# Landauer lower bound on the specific contact resistivity: solution key

## Problem

Find the smallest specific contact resistivity $\rho_c$ that a metal contact to a degenerate semiconductor of electron density $n$ with $g_v$ equivalent valleys can have. Repeat for a two-dimensional sheet, state the range of validity, and evaluate for n$^+$ Si at $n = 10^{21}$ cm$^{-3}$.

## Premises and conventions

- **P1.** Electrons are independent, spin-degenerate Bloch quasiparticles of charge $-q$. Mode numbers are counted per spin; spin enters through the factor 2 in $2q^2/h$.
- **P2.** The bias is small (linear response).
- **P3.** Each metal is a reservoir: states leaving it are filled by a Fermi function $f$ with the metal's electrochemical potential.
- **P4.** The interface region (barrier, interlayer, roughness) scatters elastically and is otherwise arbitrary. Parallel momentum need not be conserved.
- **P5.** Beyond the interface region the semiconductor is neutral and uniform, with density $n$, resistivity $\rho$, mean free path $\ell$ and a cross-section $A$ many Fermi wavelengths wide. Only the conduction band conducts.
- **P6.** $\rho_c$ is defined as it is extracted. A planar stack metal / semiconductor of thickness $L \gg \ell$ / metal has $RA = \rho L + 2\rho_c$, so $\rho_c$ belongs to one interface and the intercept $2\rho_c$ to the pair.

Current flows along $z$.

## Step 1. Flux carried by one mode

A mode is a one-dimensional branch $E(k_z)$ at fixed transverse quantum numbers, taken with $v_z = \hbar^{-1}dE/dk_z > 0$. It holds $dk_z/2\pi$ states per length, so its particle flux per spin is

$$\int \frac{dk_z}{2\pi}\, v_z f = \frac{1}{h}\int dE\, f(E).$$

The velocity cancels against the density of states: every mode carries $dE/h$ whatever its dispersion. Let $\bar T(E)$ be the transmission probability summed over all modes. The reservoirs differ by $\mu_1-\mu_2 = qV$, and $f_1 - f_2 = (-\partial f/\partial E)\,qV$ by P2. With both spins, the Landauer conductance is

$$G = \frac{2q^2}{h}\int dE\,\left(-\frac{\partial f}{\partial E}\right)\bar T(E), \qquad \frac{h}{2q^2} = 12.906\ \text{k}\Omega. \tag{1}$$

## Step 2. Unitarity bounds the transmission

With flux-normalised modes, current conservation makes the scattering matrix of the stack unitary. For waves incident from the left this reads $r^\dagger r + t^\dagger t = 1$. Both terms are positive semidefinite, so every eigenvalue of $t^\dagger t$ lies in $[0,1]$, and $\bar T = \mathrm{Tr}\,t^\dagger t \le \mathrm{rank}\,t$. Comparing the blocks of $S^\dagger S = 1$ and $SS^\dagger = 1$ also gives $\mathrm{Tr}\,t^\dagger t = \mathrm{Tr}\,t'^\dagger t'$: the summed transmission is the same in both directions, as (1) assumed.

Cut the stack inside the uniform semiconductor, where $M(E)$ modes propagate each way and the evanescent waves of the interfaces have decayed. Summing the multiple reflections between the two parts gives $t = t_2(1 - r_1' r_2)^{-1} t_1$. This product passes through an $M$-dimensional space, so $\mathrm{rank}\,t \le M$. Hence $\bar T \le M$, and with $\mathcal M = M/A$,

$$RA \ \ge\ \rho_0 \equiv \frac{h}{2q^2}\,\frac{1}{\langle \mathcal M\rangle}, \qquad \langle\mathcal M\rangle = \int dE\left(-\frac{\partial f}{\partial E}\right)\mathcal M(E). \tag{2}$$

Equality needs unit transmission of all $M$ modes through the whole stack. That requires no scattering in the semiconductor and a metal with at least $M$ modes matched to them. The quantity $\rho_0$ bounds the resistance from reservoir to reservoir, across two interfaces.

## Step 3. Counting modes

Periodic boundary conditions on the cross-section give one $\mathbf k_\parallel$ per area $(2\pi)^2/A$. A line along $k_z$ at fixed $\mathbf k_\parallel$ crosses the surface $\varepsilon(\mathbf k) = E$ equally often with $v_z>0$ and $v_z<0$, because the band is periodic in $k_z$. With $N_+$ the number of crossings with $v_z>0$,

$$\mathcal M(E) = \int\frac{d^2k_\parallel}{(2\pi)^2}\,N_+(\mathbf k_\parallel,E). \tag{3}$$

A convex pocket has $N_+ = 1$ inside its shadow on the interface plane and 0 outside. Separate pockets add even where their shadows overlap. A sphere of radius $k$ has the shadow $\pi k^2$, so $g_v$ isotropic valleys give $\mathcal M = g_v k^2/4\pi$. At low temperature $-\partial f/\partial E \to \delta(E-E_F)$ and

$$\rho_0 = \frac{h}{2q^2}\,\frac{4\pi}{g_v k_F^2}. \tag{4}$$

This is the resistance-area product of Sharvin's (1965) ballistic point contact.

## Step 4. Eliminating $k_F$

Filling $g_v$ spheres with two spins,

$$n = 2g_v\,\frac{4\pi k_F^3/3}{(2\pi)^3} = \frac{g_v k_F^3}{3\pi^2}, \qquad k_F = \left(\frac{3\pi^2 n}{g_v}\right)^{1/3}.$$

Then $\mathcal M = (9\pi/64)^{1/3} g_v^{1/3} n^{2/3} = 0.7616\,g_v^{1/3}n^{2/3}$ and

$$\rho_0 = 1.313\,\frac{h}{2q^2}\,g_v^{-1/3}\,n^{-2/3}. \tag{5}$$

No mass appears: (5) relates the shadow of a sphere to its volume and holds for any monotonic isotropic dispersion. At fixed $n$, more valleys mean smaller spheres with a larger total shadow, which is the factor $g_v^{-1/3}$.

## Step 5. The share of one interface

By P6 the drop assigned to a contact is the difference between the metal's potential $\mu_m$ and the bulk potential $\mu(z)$ extrapolated to the interface. Measure both from equilibrium as $\delta\mu_m$ and $\delta\mu$, and work at low temperature.

In the diffusive bulk the linearised Boltzmann solution has $\delta f = (-\partial f/\partial E)[\delta\mu(z) + \phi(\mathbf k)]$ with $\phi$ odd in $\mathbf k$. Label the right-moving modes $j = 1,\dots,M$ and pair each with its time-reversed left-mover. They are filled up to $\delta\mu + \phi_j$ and $\delta\mu - \phi_j$. For a particle current $I_N$ flowing to the right, $\phi_j \ge 0$; in the relaxation-time solution $\phi \propto v_z\tau$. By Step 1,

$$I_N = \frac{2}{h}\sum_j 2\phi_j, \qquad \sum_j\phi_j = \frac{hI_N}{4}.$$

Assume that this form holds up to the interface with the left metal and impose the balance of total flux there. Left-mover $j$ enters the metal with probability $T_j$ and is reflected into some right-mover with probability $1-T_j$. The metal injects through the summed transmission $\sum_j T_j$, by Step 2. The right-moving flux, in units of $2/h$, is

$$M\delta\mu + \sum_j\phi_j = \delta\mu_m\sum_j T_j + \sum_j (1-T_j)(\delta\mu - \phi_j).$$

Collecting terms,

$$(\delta\mu_m - \delta\mu)\sum_j T_j = \sum_j (2-T_j)\,\phi_j. \tag{6}$$

Since $T_j\le 1$, the right side is at least $hI_N/4$ and $\sum_j T_j$ is at most $M$. With $\rho_c = A(\delta\mu_m-\delta\mu)/(q^2 I_N)$,

$$\boxed{\rho_c \ge \rho_{c,\min} = \frac{\rho_0}{2} = \frac{h}{4q^2}\,\frac{4\pi}{g_vk_F^2}, \qquad 2\rho_{c,\min} = \frac{h}{2q^2}\,\frac{4\pi}{g_vk_F^2}} \tag{7}$$

Both scale as $n^{-2/3}g_v^{-1/3}$. At finite temperature the same sums are weighted with $-\partial f/\partial E$ and $\mathcal M$ becomes $\langle\mathcal M\rangle$. For a mode-independent $T_j = T$, (6) gives

$$\rho_c = \rho_0\left(\frac1T - \frac12\right). \tag{8}$$

Equation (8) can be confirmed on a ballistic stack. Two such interfaces added incoherently transmit $T^2\sum_{p\ge0}(1-T)^{2p} = T/(2-T)$, so $RA = \rho_0(2/T - 1)$, which is twice (8).

**Which factor applies.** The full $\rho_0$ is the bound for the pair of planar interfaces. It is also the bound for a single aperture much narrower than $\ell$ opening on a semiconductor half-space: the current spreads within a mean free path, the half-space acts as the second reservoir, and the whole drop $\rho_0 I/A$ sits at the aperture. For one planar interface wider than $\ell$, with the bulk term subtracted as in P6, the value is $\rho_0/2$. For $T\ll1$ the two conventions, $\rho_0/T$ and (8), agree to relative order $T/2$.

**Size of the assumption.** For isotropic valleys the Drude formula is $\rho = \hbar k_F/(nq^2\ell)$, so $\rho\ell = 3\pi^2\hbar/(g_vq^2k_F^2)$, while (4) is $4\pi^2\hbar/(g_vq^2k_F^2)$. Therefore

$$\rho_0 = \tfrac43\rho\ell, \qquad \rho_{c,\min} = \tfrac23\rho\ell. \tag{9}$$

The bulk form of $\delta f$ cannot hold mode by mode at the interface: at $T=1$ all right-movers leave the metal filled to the same $\delta\mu_m$, whereas $\phi\propto\cos\theta$ varies with angle. The distribution relaxes over a layer of thickness of order $\ell$. For isotropic elastic scattering this is the Milne problem, whose exact extrapolation length is quoted here without derivation:

$$z_0 = \frac{6}{\pi^2} + \frac1\pi\int_0^{\pi/2}\left(\frac{3}{x^2} - \frac{1}{1 - x\cot x}\right)dx = 0.7104 .$$

It gives $\rho_c = z_0\rho\ell$ at $T = 1$, larger than (9) by the factor $3z_0/2 = 1.066$. In that model the correction is upward and (7) remains a lower bound. Inequality (2) is independent of this assumption.

## Step 6. Two-dimensional sheet

For a sheet of width $W$ the transverse wavevector has spacing $2\pi/W$, and the shadow of a Fermi circle is a segment of length $2k_F$:

$$\frac{M}{W} = g_v\frac{2k_F}{2\pi} = \frac{g_vk_F}{\pi}, \qquad n_s = 2g_v\frac{\pi k_F^2}{(2\pi)^2}, \qquad k_F = \sqrt{\frac{2\pi n_s}{g_v}}.$$

Step 2 holds unchanged, so from source to drain

$$\boxed{R\,W \ge \frac{h}{2q^2}\,\frac{\pi}{g_vk_F} = \frac{h}{2q^2}\sqrt{\frac{\pi}{2g_vn_s}}} \tag{10}$$

This is the value for the source-drain pair, $2R_cW$. Step 5 uses only the parity of $\phi$, so it assigns half to each contact, again up to a boundary-layer correction. Numerically the pair value is $51.2\ \Omega\,\mu$m and the single-contact value $25.6\ \Omega\,\mu$m, each divided by $\sqrt{g_v n_s/10^{13}\,\text{cm}^{-2}}$, for one occupied subband per valley at low temperature.

## Step 7. Finite temperature

Take parabolic valleys, energy measured from the band edge, $\eta = \mu/k_BT$ ($T$ after $k_B$ is the temperature), and $F_j(\eta) = \Gamma(j+1)^{-1}\int_0^\infty x^j dx/(1+e^{x-\eta})$. In three dimensions $\mathcal M = g_v mE/2\pi\hbar^2$, and integration by parts turns $\int E(-\partial f/\partial E)\,dE$ into $\int f\,dE$:

$$\langle\mathcal M\rangle = \frac{g_vmk_BT}{2\pi\hbar^2}\ln(1+e^\eta), \qquad n = 2g_v\left(\frac{mk_BT}{2\pi\hbar^2}\right)^{3/2}F_{1/2}(\eta). \tag{11}$$

For $\eta\gg1$ the logarithm equals $\eta$ up to $e^{-\eta}$, so $\langle\mathcal M\rangle\propto\mu$. The Sommerfeld expansion $n\propto\mu^{3/2}[1+(\pi^2/8)\eta^{-2}]$ at fixed $n \propto E_F^{3/2}$ gives $\mu = E_F[1-(\pi^2/12)(k_BT/E_F)^2]$, hence

$$\rho_0(T) = \rho_0(0)\left[1+\frac{\pi^2}{12}\left(\frac{k_BT}{E_F}\right)^2\right]. \tag{12}$$

For $\eta\to-\infty$ both $\ln(1+e^\eta)$ and $F_{1/2}$ tend to $e^\eta$; eliminating it gives $\rho_0 = \sqrt{2\pi mk_BT}/(q^2n)$, which depends on the mass and scales as $1/n$. In two dimensions $M\propto\sqrt E$, and $\langle\sqrt E\rangle = \sqrt{k_BT}\,\Gamma(3/2)F_{-1/2}(\eta)\approx\sqrt\mu\,[1-(\pi^2/24)\eta^{-2}]$.

## Step 8. Ellipsoidal valleys

Let a valley be $\mathbf k^{\mathsf T}B\,\mathbf k\le s$ with $B = m^{-1}$ the inverse mass tensor, $s = 2E/\hbar^2$, and $\hat{\mathbf n}$ the interface normal. A point $\mathbf k_\parallel$ is in the shadow if the minimum of the quadratic form over $k_n$ is at most $s$. Completing the square in $k_n$ leaves a two-dimensional form $B'_{ab} = B_{ab} - B_{an}B_{nb}/B_{nn}$ with determinant $\det B/B_{nn}$. The shadow is an ellipse of area

$$\frac{\pi s}{\sqrt{\det B'}} = \pi s\sqrt{\det m\;\,\hat{\mathbf n}^{\mathsf T}m^{-1}\hat{\mathbf n}}. \tag{13}$$

The volume is $(4\pi/3)s^{3/2}\sqrt{\det m}$, equal to that of a sphere with $k_F^2 = m_ds$ and $m_d = (\det m)^{1/3}$. For six valleys along the cube axes with masses $m_l, m_t, m_t$ and $K = m_l/m_t$, $m_d = m_tK^{1/3}$. A valley whose axis makes the angle $\theta$ with $\hat{\mathbf n}$ has $B_{nn} = \cos^2\theta/m_l+\sin^2\theta/m_t$, so its shadow is $\pi s\,m_t\sqrt{\cos^2\theta+K\sin^2\theta}$. Dividing the sum by the isotropic count $6\pi s\,m_d$ gives the factor $r$ by which $\mathcal M$ exceeds the result of Step 4:

$$r_{001} = \frac{2+4\sqrt K}{6K^{1/3}},\qquad r_{110} = \frac{2\sqrt K+4\sqrt{(1+K)/2}}{6K^{1/3}},\qquad r_{111} = \frac{\sqrt{(1+2K)/3}}{K^{1/3}}. \tag{14}$$

The bounds become $\rho_0/r$ and $\rho_0/2r$. A nonparabolicity of the form $E(1+\alpha E) = \hbar^2\mathbf k^{\mathsf T}B\mathbf k/2$ only relabels the energies of the same ellipsoids and leaves $\mathcal M(n)$ unchanged at low temperature. So does a rigid shift of the band edge, such as band-gap narrowing.

## Range of validity

1. **Lower bound only.** (2), (7) and (10) say nothing about the $T_j$ of a real interface, which a Schottky barrier, an interlayer, or a mismatch of momentum and orbital symmetry with the metal all reduce.
2. **Degeneracy.** The power laws need $k_BT\ll E_F$; otherwise (11) applies.
3. **Density.** $n$ is the active electron density of the neutral region next to the interface region, and the interface region should be thinner than $\ell$ for P4 to be separable from bulk scattering. Where the doping falls off within $\ell$, the lower density sets the count.
4. **Sharp Fermi surface.** Modes are defined for $k_F\ell\gg1$; corrections may reach relative order $1/k_F\ell$.
5. **Pocket shape.** (4) needs separate spheres and (14) separate ellipsoids. Warped or merged pockets call for (3) with the full band structure.
6. **Size.** (3) needs $k_F\sqrt A\gg1$; in a confined wire the subbands are counted directly.
7. **Extraction.** The factor $1/2$ belongs to definition P6. The transmission-line model of a lateral contact on a layer of thickness $t$ assumes a transfer length $L_T = \sqrt{\rho_ct/\rho}$ well above $t$. At the bound (9) gives $L_T = \sqrt{2\ell t/3}$, which is below $t$ whenever $\ell<3t/2$, so that model cannot be used to extract a $\rho_c$ near the bound.

## Numerical illustration: n$^+$ Si, $n = 10^{21}$ cm$^{-3}$

**Inputs.** Six $\Delta$ valleys, with the typical masses $m_l\approx0.92\,m_0$ and $m_t\approx0.19\,m_0$, which give $K = 4.84$ and $m_d = 0.321\,m_0$. The gap of 1.12 eV (compiled value, Wing 2021) is $43\,k_BT$ at 300 K, which supports the single-band premise P5.

**Isotropic count.** $k_F = (3\pi^2\times10^{21}\,\text{cm}^{-3}/6)^{1/3} = 1.703$ nm$^{-1}$, so $\mathcal M = 6k_F^2/4\pi = 1.384\times10^{14}$ cm$^{-2}$ and $\rho_0 = 9.33\times10^{-11}\ \Omega\,$cm$^2$ for the pair, or $4.66\times10^{-11}\ \Omega\,$cm$^2$ per interface.

**Ellipsoids,** from (14):

| Normal | $r$ | $\mathcal M$ ($10^{14}$ cm$^{-2}$) | pair ($10^{-11}\ \Omega\,$cm$^2$) | one interface ($10^{-11}\ \Omega\,$cm$^2$) |
|---|---|---|---|---|
| [001] | 1.064 | 1.47 | 8.8 | 4.4 |
| [110] | 1.107 | 1.53 | 8.4 | 4.2 |
| [111] | 1.115 | 1.54 | 8.4 | 4.2 |

**Neglected terms.**

- *Temperature.* $E_F = \hbar^2k_F^2/2m_d = 0.344$ eV in the parabolic model. At 300 K, $k_BT/E_F = 0.075$ and (12) adds 0.47 %.
- *Boundary layer.* The Milne factor adds 6.6 %, as large as the [001] anisotropy correction and opposite in sign.
- *Merging at X.* With the approximate inputs $a\approx0.543$ nm and minima about $0.15\,(2\pi/a)$ from X, that distance is $k_0 = 1.74$ nm$^{-1}$. The long semi-axis is $K^{1/3}k_F = 2.88$ nm$^{-1}$, and X lies only $\hbar^2k_0^2/2m_l = 0.12$ eV above the minimum, below $E_F$. The two valleys on one axis therefore overlap across X. The table counts the overlap as filled second-band states of two uncoupled parabolas, whereas the two branches are coupled away from the symmetry lines of the zone face. To size the effect, empty the upper branch and keep the lower one unwarped. Scale the axes so that each ellipsoid is a sphere of radius $\kappa$ cut by a plane at $d = k_0K^{-1/3} = 1.026$ nm$^{-1}$ from its centre. Its volume is $\pi(\kappa+d)^2(2\kappa-d)/3$, and fixed $n$ requires $(\kappa+d)^2(2\kappa-d) = 4k_F^3$, so $\kappa = 1.773$ nm$^{-1}$. For the normal [001], the merged pocket along $z$ has $N_+ = 1$ inside the neck of radius$^2$ $\kappa^2-d^2$ and $N_+ = 2$ outside it, a weighted area $\pi(\kappa^2+d^2)K^{-1/3}$. Each of the other two pockets has the shadow $2[\kappa^2(\pi-\arccos(d/\kappa))+d\sqrt{\kappa^2-d^2}]K^{1/6}$. The total is 51.3 nm$^{-2}$ against $6\pi k_F^2r_{001} = 58.1$ nm$^{-2}$, which raises the bound by 13 %, to $5.0\times10^{-11}\ \Omega\,$cm$^2$. This indicates a size; warping is left out.
- *Disorder.* An approximate resistivity $\rho\approx3\times10^{-4}\ \Omega\,$cm in (9) gives $\ell = 2.3$ nm, $k_F\ell = 4.0$ and a level width $\hbar/\tau = 2E_F/k_F\ell = 0.17$ eV. Condition 4 is met only moderately, with $1/k_F\ell = 0.25$.
- *Interface region.* For a typical barrier of about 0.6 eV the band bending is $V_b = 0.94$ V, barrier plus $E_F$. With $\varepsilon_r = 11.7$ (compiled value, Ioffe Institute) the depletion width $\sqrt{2\varepsilon_r\varepsilon_0V_b/qn}$ is 1.1 nm, about half of $\ell$ and close to the donor spacing $n^{-1/3} = 1.0$ nm.
- *Size.* A hard-walled 10 nm $\times$ 10 nm wire has, per spherical valley at this $k_F$, the integer pairs $p,p'\ge1$ with $p^2+p'^2\le(k_F\cdot10\,\text{nm}/\pi)^2 = 29.4$. There are 19, against $Ak_F^2/4\pi = 23$, or 18 % fewer; at fixed $n$ a higher Fermi level offsets part of this.
- *Extraction.* The isotropic bound equals the resistance of $2\ell/3 = 1.6$ nm of the doped Si itself, and $L_T = 3.9$ nm for $t = 10$ nm.

**Result.** These terms support one significant figure. The model's bound is $\rho_{c,\min}\approx(4$ to $5)\times10^{-11}\ \Omega\,$cm$^2$ per planar interface and twice that for the pair. Spread uniformly over a contact 10 nm long, the [001] table value is $0.44\ \Omega\,\mu$m. It is a floor and not a prediction for real contacts: good silicide contacts to Si at this doping typically lie near $1\times10^{-9}\ \Omega\,$cm$^2$, some twenty times above the model's number, which (8) translates into a mean transmission $T\approx0.08$.